The nodeless shape behind Slater radii, and its cost for the valence s electron from Li to Cs

1. The result and its conventions

The nucleus is fixed, the motion is non-relativistic, and the valence electron moves in a central field. Lengths are written ρ = r/a₀ with a₀ = 52.92 pm, and energies E = −ζ² Ry with Ry = ħ²/(2mₑa₀²) = 2.180 × 10⁻¹⁸ J, so ζ is a pure number. The radial function is u = rR(r), and u² is the radial probability density. A Slater orbital is

u₀ = ρ^n* exp(−ζρ), ζ = q/n*, q = Z − s.

Setting u₀′ = 0 gives ρ_max = n*/ζ = n*²/(Z − s). The integral ∫₀^∞ ρ^p exp(−2ζρ) dρ = Γ(p+1)/(2ζ)^(p+1) gives

⟨ρ⟩ = (2n*+1)/(2ζ), ⟨ρ²⟩ = (2n*+1)(2n*+2)/(4ζ²).

At fixed n* every radius scales as 1/(Z − s), so d ln r/dZ = −(1 − ds/dZ)/(Z − s). Since Z moves in whole steps, the working form is r′/r = q/(q + 1 − Δs). From Li to Be, Slater's rules (1930) give Δs = 0.35, q rises from 1.30 to 1.95, and the radius is multiplied by 0.67. The radius shrinks whenever the added electron screens incompletely, provided n* stays the same.

All of this used one assumption: the orbital is a single power times an exponential, with no node. A real 2s function has one radial node and a real 6s function has five.

2. Where the assumption enters

It enters visibly in the integrals. The equation that u₀ solves shows more.

Predict: differentiate u₀ twice and divide by u₀. Which term will look wrong for an s electron?

The answer is

u₀″/u₀ = n*(n*−1)/ρ² − 2n*ζ/ρ + ζ².

The radial Schrödinger equation in a Coulomb field of charge q, in the same units, is

u″/u = l(l+1)/ρ² − 2q/ρ + ζ².

The Coulomb terms match because q = n*ζ, which is why ζ is defined as it is. The first terms match only if l = n* − 1. For l = 0 the Slater orbital therefore carries a barrier n*(n*−1)ħ²/(2mₑr²) that is absent from the Hamiltonian. The barrier imitates orthogonality to the core orbitals by keeping amplitude away from the nucleus. But it reaches out to the region where the valence density peaks. At ρ = n*²/q its ratio to the Coulomb attraction is (n*−1)/(2n*), which is not small unless n* is close to 1.

3. Choosing q and n* before correcting anything

Slater's rules give q = 1.30, n* = 2 for Li and q = 2.20, n* = 4.2 for Cs, hence r_max = 163 pm and 424 pm. These are fitted pairs, in which a large barrier and a large charge offset each other. As typical knowledge and not as a measurement, the Cs figure is too large by roughly 50 to 70 per cent. Removing the barrier while keeping such a charge would be inconsistent.

Predict: far outside the closed-shell core of a neutral alkali atom, what charge does the electron see, and what then fixes n*?

It sees q = 1. Taking the binding energy equal to the molar ionisation energy I divided by N_A gives ζ² = I/(N_A Ry), with N_A Ry = 1312.75 kJ/mol. Then n* = 1/ζ. This value is called ν below, ν = √(N_A Ry/I). Approximate ionisation energies, used as given inputs, are 520, 496, 419, 403 and 376 kJ/mol for Li, Na, K, Rb and Cs. They give ν = 1.589, 1.627, 1.770, 1.805 and 1.869, and these rounded values are used from here on. For Cs the two parameter sets have similar decay constants, ζ = 0.524 from the rules and 0.535 from the input. They differ mainly in the power of ρ, and r_max = a₀n*/ζ is proportional to that power. All five ν lie between 1 and 2, which will matter.

4. The first correction

Drop the barrier, keep q and the energy, and demand decay at infinity. Try

u = exp(−ζρ) Σ a_k ρ^(n*−k), with the k = 0 coefficient equal to 1.

For one term with power p, the second derivative is exp(−ζρ)[p(p−1)ρ^(p−2) − 2ζp ρ^(p−1) + ζ²ρ^p]. Insert the sum into u″ + (2n*ζ/ρ − ζ²)u = 0 and collect ρ^(n*−k−1). Term k contributes (2n*ζ − 2ζ(n*−k))a_k = 2kζ a_k, and term k−1 contributes (n*−k+1)(n*−k)a_(k−1). Hence

a_k = −(n*−k+1)(n*−k) a_(k−1)/(2kζ),
a₁ = −n*(n*−1)/(2ζ), a₂ = −(n*−1)(n*−2) a₁/(4ζ).

The Slater orbital is the leading term of this series, and the first correction is

u₁ = ρ^n* exp(−ζρ)(1 + a₁/ρ).

For integer n* the series ends. At n* = 1 nothing is corrected, and at n* = 2, q = 1 one finds u₁ ∝ ρ(ρ − 2)exp(−ρ/2), the exact hydrogen 2s function. For non-integer n* the series is asymptotic, the large-ρ expansion of a Whittaker function, and it is meant for use outside the core. Because a₂ contains the factor (n*−1)(n*−2), two terms are exact at both ends of the interval that holds the alkalis. For n* well above 2 the factor grows and two terms no longer suffice.

Predict: a repulsive barrier has been removed. Does the maximum move in or out?

The tempting answer is in, and that would be right if the energy were allowed to fall. Here the energy is held fixed. Follow u inward from the common tail. Without the barrier u″/u is more negative at every ρ, so the function bends over sooner, peaks at larger ρ, and falls to a node at ρ = −a₁. That node stands for the outermost node of the real orbital. In the model it lies at 39 pm for Li and 80 pm for Cs.

The maximum follows from u₁′/u₁ = n*/ρ − ζ − a₁/(ρ(ρ + a₁)) = 0. To first order in a₁, the slope of n*/ρ − ζ is −n*/ρ², so δρ = −a₁/n* = (n*−1)/(2ζ), a relative shift (n*−1)/(2n*). This equals the barrier-to-Coulomb ratio found above, 0.185 for Li and 0.232 for Cs. To keep a₁ in full, multiply by ρ(ρ + a₁) and put ρ = x n*/ζ:

x² − (n*+1)x/2 + (n*−1)²/(2n*) = 0.

The larger root is the outer maximum:

r_max = g(n*) n*² a₀/(Z − s), g = (n*+1)/4 + √[(n*+1)²/16 − (n*−1)²/(2n*)].

Test it: g(1) = 1, and g(2) = (3 + √5)/4 = 1.309, which gives the 2s maximum at 5.236 a₀.

For the mean radius, u₁² = exp(−2ζρ)[ρ^(2n*) + 2a₁ρ^(2n*−1) + a₁²ρ^(2n*−2)]. Lowering the power from p to p − 1 multiplies the integral by 2ζ/p, and 2ζa₁ = −n*(n*−1). Relative to the nodeless integrals, the norm becomes D and the first moment M:

D = 1 − (n*−1) + n*(n*−1)²/(2(2n*−1)),
M = 1 − 2n*(n*−1)/(2n*+1) + n*(n*−1)²/(2(2n*+1)),
⟨r⟩ = η a₀(2n*+1)/(2ζ), η = M/D.

Predict: may the a₁² terms be dropped here?

They may not. At n* = 2 the linear part of D is zero and the whole norm, D = 1/3, comes from a₁². With M = 2/5, η = 6/5 and ⟨ρ⟩ = 6, the hydrogen 2s value. The expansion is in a₁/ρ, which is small near the peak and not small near the node.

5. Size from Li to Cs

With q = 1 the nodeless values are r_max = ν²a₀ and ⟨r⟩ = ν(2ν+1)a₀/2. All lengths are in pm and belong to the model.

atom   ν       r_max nodeless   g      r_max corrected   ⟨r⟩ nodeless   η      ⟨r⟩ corrected
Li     1.589   134              1.20   161               176            1.15   202
Na     1.627   140              1.21   170               183            1.16   212
K      1.770   166              1.25   207               213            1.18   251
Rb     1.805   172              1.26   217               220            1.18   261
Cs     1.869   185              1.28   236               234            1.19   279

The nodeless form places the peak too far in by 27 pm for Li and 51 pm for Cs. The correction grows down the group, so it also changes the trend: the ratio of r_max for Cs to that for Li goes from 1.38 to 1.47.

Predict: does the contraction law of section 1 need a correction too?

At fixed n* it does not. The factors g and η depend on n* alone, because q only sets the length scale a₀/q of the barrier-free equation. They drop out of d ln r/dZ. In general

d ln r_max = −dq/q + (2/n* + g′/g) dn*.

Down the alkali group q stays at 1 in the tail description, so the first term vanishes and all growth comes from ν. The nodeless part supplies the factor 1.38 and the shape factor supplies a further 1.06.

6. What is still left out

Next term of the series. Adding a₂/ρ² to the bracket and solving u′ = 0 again moves r_max outward by 1.0 per cent for Li and 0.5 per cent for Cs. The first correction is thus nearly the whole pure-Coulomb correction.

The interior. The outer maximum depends only on the energy and on the potential outside it, but ⟨r⟩ integrates u₁ through the core, where q = 1 is false. The sensitivity can be read off at n* = 2. The lobe inside the node holds 1 − 7e⁻² = 5.3 per cent of the norm. Deleting it raises ⟨ρ⟩ from 6 to 44/7, by 4.8 per cent. For Cs the lobe holds less. The real core region differs in shape and extent, so the ⟨r⟩ column is uncertain by a few per cent, against a correction of 15 to 19 per cent.

Core polarisation. The valence electron induces a dipole in the ion core, which adds V = −α′e²/(8πε₀r⁴), where α′ is the polarisability volume. With A = α′/a₀³ and q = 1 the equation is u″ + (2/ρ − 1/ν² + A/ρ⁴)u = 0.

Predict: at which order in 1/ρ does A enter the series, and in which direction does it move the peak at fixed energy?

The term A/ρ⁴ links a_k to a_(k−3), so it first adds −νA/6 to a₃, with the same sign as a₁. Like removing the barrier, extra attraction at fixed energy moves the peak out. The later terms in A fall off slowly near the peak, so it is better to sum them. Write u = w(1 + f), with w the solution for A = 0. To first order in A, wf″ + 2w′f′ = −Aw/ρ⁴, that is (w²f′)′ = −Aw²/ρ⁴. Integrating in from infinity,

f′(ρ) = A ∫_ρ^∞ w(t)² t⁻⁴ dt / w(ρ)².

At large ρ this tends to νA/(2ρ⁴), the derivative of −νA/(6ρ³). At the maximum ρ_m the slope of w′/w is w″/w = 1/ν² − 2/ρ_m, so

δρ = f′(ρ_m)/(2/ρ_m − 1/ν²).

Take w ≈ u₁ and approximate inputs α′ = 2.3 × 10⁻³⁰ m³ for Cs⁺ (A = 15.5) and 0.03 × 10⁻³⁰ m³ for Li⁺. The shift is 13 pm for Cs, or 0.26 of the first correction, and under 1 pm for Li. The point-dipole form overstates the attraction close to the core, so the Cs figure is a rough one. The unscreened nuclear attraction that survives outside the core decays exponentially and does not appear in the power series at all. Relativistic effects act mainly near the nucleus and reach the tail through the energy, which was an input.

Collecting the terms, the model's valence s maximum runs from about 0.16 nm for Li to about 0.25 nm for Cs. Dropping the nodeless assumption accounts for a factor of 1.20 to 1.28 on the simple formula, and for Cs the polarisation shift limits the result to two figures.